## Which frontier orbitals of this donor–acceptor molecule are out of line?

**Question**

I am looking at the orbital energies of 4-(9,9-dimethylacridan-10-yl)-2,3-difluorobenzonitrile, computed with a range-separated hybrid functional in the gas phase. The molecule has three benzene rings: two in the acridan part, joined by a nitrogen atom and a CMe₂ bridge, and a third that carries a nitrile group and two fluorines and hangs on the nitrogen.

Kohn-Sham orbitals of 4-(9,9-dimethylacridan-10-yl)-2,3-difluorobenzonitrile (neutral singlet, gas phase), computed with PySCF 2.14.0 using density-fitted CAM-B3LYP/6-31G(d) at the GFN2-xTB geometry. The largest atom weight is the largest share of the orbital on any one atom, from Löwdin populations. Energies and weights are rounded to two decimals.

```
row  orbital energy (eV)  orbital label  orbital largest atom weight
  1               -9.100         HOMO-4                        0.240
  2               -8.500         HOMO-3                        0.150
  3               -8.290         HOMO-2                        0.150
  4               -8.170         HOMO-1                        0.140
  5               -6.580           HOMO                        0.260
  6               -0.710           LUMO                        0.230
  7                0.340         LUMO+1                        0.240
  8                1.010         LUMO+2                        0.140
  9                1.070         LUMO+3                        0.150
```

HOMO and LUMO are the highest filled and lowest empty orbitals, and the other labels count down and up from them. With three similar rings I thought the π levels would come in two tight bunches, one filled and one empty. Some rows do bunch, but others stand well apart. Which rows really break the pattern, by how much, and what pushes them out?

**Answer**

Your picture of two bunches is a good starting point, and five of the nine rows follow it. A benzene ring has two filled π orbitals of equal energy at the top of its filled set, and two empty ones of equal energy at the bottom of its empty set. If rings are joined without much coupling, these levels stay close to where they were. What remains is to find which orbitals feel something beyond a plain ring.

**Where the orbitals sit**

The atomic weights from the same calculation sort the rows by location. HOMO-1, HOMO-2 and HOMO-3 are spread evenly over the two acridan benzo rings, and so are LUMO+2 and LUMO+3. HOMO-4, LUMO and LUMO+1 belong to the ring with the nitrile and the fluorines. The HOMO lies on the acridan part too, but its largest weight is on the nitrogen.

This sorting already matches the spacings. The three filled benzo-ring levels span only 0.33 eV, and the two empty ones are almost level with each other. The four rows that stand apart are those with nitrogen character or those on the substituted ring.

**How large the breaks are**

The simplest smooth model gives the benzo rings one filled level and one empty level, each the average of the benzo-ring rows. The HOMO takes no part in the average, so its distance from the filled level measures how far it departs from a plain ring orbital:

- filled benzo-ring level: (−8.50 − 8.29 − 8.17)/3 = −8.32 eV
- break of the HOMO: −6.58 − (−8.32) = +1.74 eV

The same step for the empty side puts the LUMO 1.75 eV below its reference. HOMO-4 and LUMO+1 are also too low, by 0.78 and 0.70 eV. No benzo-ring row strays from its average by more than 0.18 eV, so all four breaks stand clear of the scatter.

The sizes depend somewhat on what is called smooth. If the benzo-ring levels are instead fitted as a ladder with equal steps and continued outwards, the HOMO and LUMO still break by 1.45 and 1.39 eV, and the other two by about 0.5 eV. That ladder spends three constants on five rows, so its step shouldn't be given a physical meaning. It does show that the division into two large and two small breaks survives a change of model. The printed analysis after this answer has both fits.

**Why the HOMO is pushed up**

The nitrogen brings a filled lone pair of π type, which can mix with the two benzo rings beside it. Each benzo ring offers two filled orbitals: one with a large amplitude at the carbon bound to nitrogen, the other with a node there. Only the first kind overlaps well with the lone pair. Over two equivalent rings it can be combined in phase or out of phase, and by symmetry only one of these combinations matches the lone pair.

So, of four filled ring combinations, one mixes strongly and three are left nearly alone. The mixing gives a bonding orbital, which goes down, and an antibonding one, which goes up and becomes the HOMO. The three bystanders are HOMO-1, HOMO-2 and HOMO-3, which explains why there are three rows in the bunch.

The atomic weights support this account. In the HOMO the nitrogen holds 0.26, followed by the two ring carbons para to it with 0.11 each. HOMO-3 is even more telling: it has large weights on the carbons bound to nitrogen, yet nitrogen is not among its leading atoms. That is how the combination with the wrong symmetry should look, although weights alone don't reveal the phases.

**Why the substituted ring lies low**

HOMO-4 and LUMO+1 are the mild cases. One is filled and one is empty, but both lie on the same ring and both are lower than the benzo-ring levels by a similar amount. The natural reading is that the nitrile and the fluorines withdraw electrons, which makes the whole ring more attractive to an electron in any of its π orbitals. That is an argument from standard substituent chemistry, since the table has no unsubstituted ring in the same position to compare with. Nor does the similar size of the two shifts prove a single cause: one fluorine holds 0.10 of HOMO-4, and its lone pair pushes that orbital up against the general lowering.

The LUMO falls a further 1.05 eV below LUMO+1, and here the shape of the orbital matters. The two empty orbitals of a benzene ring differ in the same way as the filled ones: one has amplitude at a chosen carbon and its para partner, the other has nodes at both. The LUMO is the first kind, with 0.19 on the carbon that bears the nitrile and 0.13 on the nitrile nitrogen. It therefore spreads into the empty π orbital of the nitrile, and this conjugation lowers it.

LUMO+1 is concentrated on the other four ring carbons and gains little from the nitrile. Two of these carbons bear fluorine, whose lone pairs push an empty ring orbital up. Some of the splitting may thus come from fluorine raising LUMO+1 and not from the nitrile lowering the LUMO. One molecule can't divide the two effects, though conjugation with the nitrile is probably the larger.

**What the largest atom weight tells you**

The last column follows the same logic, with one trap. In simple Hückel theory the largest atom weight of such a benzene orbital is between 1/4 and 1/3, and half of that if the orbital is shared equally by two rings. The five benzo-ring rows, at 0.14 to 0.15, fall in the two-ring range. The rows on the substituted ring come close to the one-ring range, at 0.23 to 0.24.

The trap is the HOMO. Its 0.26 looks like an orbital confined to one ring, but the atom in question is the nitrogen, and the rest is spread over both benzo rings. A high value in this column can mean a small fragment or one special atom, so it has to be read together with the location.

**What this does to the gap**

The flat benzo-ring levels are 9.36 eV apart, while HOMO and LUMO are separated by only 5.87 eV. The HOMO and the LUMO each supply about half of the narrowing. The even split should not be taken as a rule, because the empty reference contains only the two lowest of the four benzo-ring π* orbitals. Including the upper two would raise the reference and make the drop of the LUMO look larger.

Nor is the orbital separation the energy needed to take an electron from one molecule and put it on another. Computed from total energies, the vertical ionisation energy less the electron affinity is 6.67 eV, or 0.80 eV more. The affinity and the orbitals at positive energy are also sensitive to the basis set, which has no diffuse functions. The breaks on the empty side are therefore less certain than the break of the HOMO.

**How to carry this over to a related molecule**

Ask which ring orbital has amplitude at the carbon where a group is attached. A lone-pair donor pushes the filled one up, a π acceptor pulls the empty one down, and the partner with a node there mostly stays behind. This works only if the π orbital of the group lines up with those of the ring. The nitrogen here is also bound to the substituted ring but seems to mix little with it. The reason is a strong twist, which the computed transition dipoles reveal. The dipole of a π excitation lies in the plane of its ring. Two excitations within the acridan part have dipoles that span its plane, while the dipole of an excitation within the substituted ring points almost straight out of that plane. The two parts therefore stand nearly at right angles. Aniline shows the donor half of this in a single ring. If the nitrogen bridge were replaced by a saturated carbon, as in a dihydroanthracene, there would be no lone pair to lift one level, and the HOMO should fall back towards the bunch.

For light-emitting devices, which use molecules of this donor–acceptor type, the pattern means that the hole and the electron settle on different parts of the molecule. The donor then mainly sets the hole level and the acceptor the electron level. The price is weak overlap: the computed excitation from HOMO to LUMO has practically no intensity.

The analysis program printed:

```
fit of en on 5 rows (benzo > 0): coefficient of occ -8.32 +/- 0.08, coefficient of emp 1.04 +/- 0.098; rms 0.107, worst 2 0.18, leave-one-out rms 0.163
  rows outside the fit (model, value, miss): 1 -8.32, -9.1, 0.78; 5 -8.32, -6.58, -1.74; 6 1.04, -0.71, 1.75; 7 1.04, 0.34, 0.7
fit of en on 5 rows (benzo > 0): coefficient of occ -8.752 +/- 0.11, coefficient of emp -0.184 +/- 0.29, coefficient of k 0.144 +/- 0.034; rms 0.0339, worst 8 -0.042, leave-one-out rms 0.0925
  rows outside the fit (model, value, miss): 1 -8.608, -9.1, 0.492; 5 -8.032, -6.58, -1.45; 6 0.68, -0.71, 1.39; 7 0.824, 0.34, 0.484
Breaks in eV and largest atom weights:
  row  step from row before  level less flat model  level less ladder model  ideal weight low  ideal weight high  computed weight
    1                   n/a                  -0.78                   -0.492              0.25             0.3333             0.24
    2                   0.6                  -0.18                   -0.036             0.125             0.1667             0.15
    3                  0.21                   0.03                     0.03             0.125             0.1667             0.15
    4                  0.12                   0.15                    0.006             0.125             0.1667             0.14
    5                  1.59                   1.74                    1.452             0.125             0.1667             0.26
    6                  5.87                  -1.75                    -1.39              0.25             0.3333             0.23
    7                  1.05                   -0.7                   -0.484              0.25             0.3333             0.24
    8                  0.67                  -0.03                    0.042             0.125             0.1667             0.14
    9                  0.06                   0.03                   -0.042             0.125             0.1667             0.15
Spread of HOMO-1 to HOMO-3 in eV: 0.33
Separation of the two flat benzo-ring levels in eV: 9.36
HOMO-LUMO separation in eV: 5.87
Narrowing from flat separation to HOMO-LUMO separation in eV: 3.49
Share of the narrowing due to the HOMO in percent: 49.86
Smallest break over largest benzo-ring misfit, flat model: 3.889
Ionisation energy less electron affinity in eV: 6.674
Excess of that over the HOMO-LUMO separation in eV: 0.8044
```
